Jellium treats the protons of metallic hydrogen as a smooth charged fluid. That assumption is what makes λ equal μ. Dropping it is the step from a millikelvin estimate to a Tc of order 100 K.

1. The jellium result

Conventions: e² stands for e²/(4πε₀). n is the electron density. a = r_s·a₀ is the radius of the sphere holding one electron, so k_F·a = 1.919. Ions have charge Z and mass M. N(0) is the density of states per spin at E_F. At r_s = 1.3, n = 7.3×10²³ cm⁻³, a = 0.69 Å and E_F = 29.7 eV.

Electrons screen in the Thomas-Fermi (TF) way, with the potential familiar from ionized-impurity scattering: v_s(q) = 4πe²/(q²+κ²), κ ≡ k_TF, (κa)² = 2.44 r_s. The screening length 1/κ is 0.39 Å at r_s = 1.3. The ion plasma frequency is Ω_p = ω_pe(Zm/M)^(1/2), which for protons gives ħΩ_p = 1.10 eV/r_s^(3/2). From here on Z = 1.

An electron scattered by q couples to a longitudinal ion vibration of frequency ω_ph through the force q·v_s. Adding this exchange to the screened repulsion gives

V(q,ω) = v_s + (n q² v_s²/M)/(ω² − ω_ph²) = v_s [1 + ω_J²/(ω² − ω_ph²)],

where ω_J² ≡ n q² v_s/M = Ω_p² q²/(q²+κ²). Jellium sets ω_ph = ω_J, so V(q,0) = 0 at every q. On a spherical Fermi surface q runs from 0 to 2k_F with weight q dq/(2k_F²). With x = κ²/(4k_F²),

λ = μ = N(0)⟨v_s⟩ = (x/2) ln(1 + 1/x).

Pairing survives only through retardation. The repulsion acts up to E_F and is reduced to μ* = μ/[1 + μ ln(E_F/ħΩ_p)], taking Ω_p as the cutoff. Then k_B·Tc ≈ ħω_log exp[−(1+λ)/(λ−μ*)], where ω_log is the λ-weighted geometric mean frequency.

2. Where the smooth fluid enters

The numerator ω_J² describes an electron scattering off single ions and needs no knowledge of their arrangement. The denominator is the restoring force, which does. Let protons on a cubic Bravais lattice interact through φ(r) = e² exp(−κr)/r, the real-space form of v_s. The harmonic dynamical matrix is

D_ij(q) = (1/M) Σ_{R≠0} [1 − cos(q·R)] ∂_i∂_j φ(R).

With all three modes ν, the static attraction is v_s ω_J² Σ_ν (q̂·e_ν)²/ω_ν² = v_s ω_J² q̂·D⁻¹·q̂. For a stable lattice the Cauchy-Schwarz inequality gives q̂·D⁻¹·q̂ ≥ 1/(q̂·D·q̂), and the direction average of a reciprocal is at least the reciprocal of the average. So, with D̄(q) the average of q̂·D·q̂ over directions of q,

λ ≥ λ_L ≡ N(0)⟨v_s ω_J²/D̄⟩.

To get D̄, let θ be the angle between q and R. Then q̂q̂:∇∇φ = ∇²φ/3 + (2/3)(φ″ − φ′/R) P₂(cosθ). The averages of cos(qR cosθ) with 1 and with P₂ are the spherical Bessel functions j₀(qR) and −j₂(qR). Using ∇²φ = κ²φ and φ″ − φ′/R = e² exp(−κR)(3 + 3κR + κ²R²)/R³,

D̄(q) = (1/M) Σ_{R≠0} { κ²φ(R)[1 − j₀(qR)]/3 + (2/3)(φ″ − φ′/R) j₂(qR) }.

Replace Σ_R by n∫d³r over all space and the integral gives exactly ω_J². That replacement is the jellium assumption. It places neighbours at every distance down to zero, where the repulsion is stiffest.

3. The first correction

Cut an empty sphere of radius R_h around each proton and keep the density uniform outside. With s = qR_h and k = κR_h the integral from R_h to infinity is

H/Ω_p² = exp(−k) { (1+k)[1/3 + 2j₁(s)/s] − κ²[cos s + (κ/q) sin s]/(κ²+q²) }.

Differentiating with respect to R_h, with d(j₁/s)/ds = −j₂/s and j₀ + j₂ = 3j₁/s, returns minus the integrand, and H vanishes for large R_h. At R_h → 0 the bracket tends to 1 and H → ω_J². For a small hole j₂ ≈ (qr)²/15 dominates the missing part, 2q²r/15 integrated to R_h, so

H ≈ ω_J² − Ω_p² (qR_h)²/15.

This is the first correction. It softens the mode, so V(q,0) = v_s(1 − ω_J²/H) turns negative and λ exceeds μ.

Take R_h = a, a hole that removes exactly one proton. At long wavelength ω_J² = Ω_p² q²/κ² (Bohm-Staver sound), and the squared sound velocity is multiplied by 1 − (κa)²/15 = 1 − 0.163 r_s, or 0.79 at r_s = 1.3. That looks like a perturbation. At q = 2k_F it is not: (2k_F·a)²/15 = 0.98, against ω_J²/Ω_p² = 0.82. The parameter qa does not depend on density, so compression never removes the short-wavelength correction; for κ → 0 and large q, H tends to Ω_p²/3 where jellium has Ω_p². The unexpanded H gives 0.23 Ω_p² at 2k_F and λ_L = 0.36 at r_s = 1.3, about twice μ.

A featureless hole misses the peak of neighbours at the bond length. As an illustrative structure take fcc, with neighbour distance d = 1.809 a (1.24 Å at r_s = 1.3). Sum the first three shells explicitly, 12, 6 and 24 protons at d, √2·d and √3·d, and add H with R_h = 43^(1/3) a for the rest, a sphere that holds those 42 protons and the central one. Treating two more shells explicitly moves λ_L by under 1 %. At r_s = 1.3 the squared-sound-velocity factor is 0.74, close to the first-order value. At 2k_F, however, j₂(qd) is negative and D̄ drops to 0.057 Ω_p², a factor 14 below jellium. This is the averaged trace of umklapp: 2k_F lies just short of the first reciprocal-lattice vector, 2.22 k_F, where the restoring force vanishes.

4. Size in atomic hydrogen

r_s                    1.2     1.3     1.4
ħΩ_p (meV)             837     742     664
μ = λ, jellium         0.179   0.186   0.194
μ*                     0.107   0.110   0.113
ħω_log, jellium (eV)   0.56    0.49    0.43
Tc, jellium (mK)       0.4     0.9     2
λ_L, fcc               0.63    0.69    0.76
λ_L/μ                  3.5     3.7     3.9

The correction is larger than the term it corrects. μ is unchanged, since it contains no ion property. At r_s = 1.3 the fcc weighting lowers ħω_log to 0.26 eV, but the exponent falls from 15.6 to 2.9. With λ = 0.69 and μ* = 0.11 the formula of section 1 gives the model's Tc ≈ 1.6×10² K. The McMillan form with the Allen-Dynes prefactor, k_B·Tc = (ħω_log/1.2) exp{−1.04(1+λ)/[λ − μ*(1+0.62λ)]}, gives 0.9×10² K from the same inputs, so the Tc formula alone is uncertain by almost a factor 2. Either value is about five orders of magnitude above jellium.

5. What is still left out

Mode mixing. λ_L is a lower bound within the model. The transverse average D̄_T follows from D̄ by replacing (2/3)j₂ with −(1/3)j₂, and at long wavelength D̄_T/D̄ = ρ = 0.086 for r_s = 1.3. Where an umklapp q̂ projects equally on a longitudinal and a transverse mode with this ratio, the true attraction exceeds the bound by (1+ρ)²/(4ρ) = 3.4. This applies to part of q space only, near the reciprocal-lattice vectors, but locally it rivals the effect computed above.

Screening. The Lindhard response at 2k_F is half the TF value. That raises the squared vertex there by [(1+x)/(1+x/2)]² = 1.20 at r_s = 1.3, and it also reshapes φ, with an effect on D̄ not derived here. In jellium a better static screening function leaves λ = μ intact, because ω_ph and the vertex change together.

Zero-point motion. Dropping j₀ and j₂ from D̄ gives the Einstein energy ħω_E = 0.25 eV. The rms displacement [3ħ/(2Mω_E)]^(1/2) is then 0.13 d, so the sharp shells and the harmonic forces are approximate, and the deep dip at 2k_F is sensitive to this.

Nonlinear screening of the bare proton, exchange-correlation vertex terms and band structure are also absent. The adiabatic ratio ħΩ_p/E_F = 0.025 is small by comparison.

The numbers above belong to the model. As typical knowledge from first-principles calculations, not as a measurement, atomic hydrogen in this density range is expected to have λ near 2 and Tc near 300 K, in structures of lower symmetry than fcc. The corrected model is therefore still low, by roughly a factor 3 in λ and 2 to 3 in Tc, which is the direction in which mode mixing and the larger vertex act.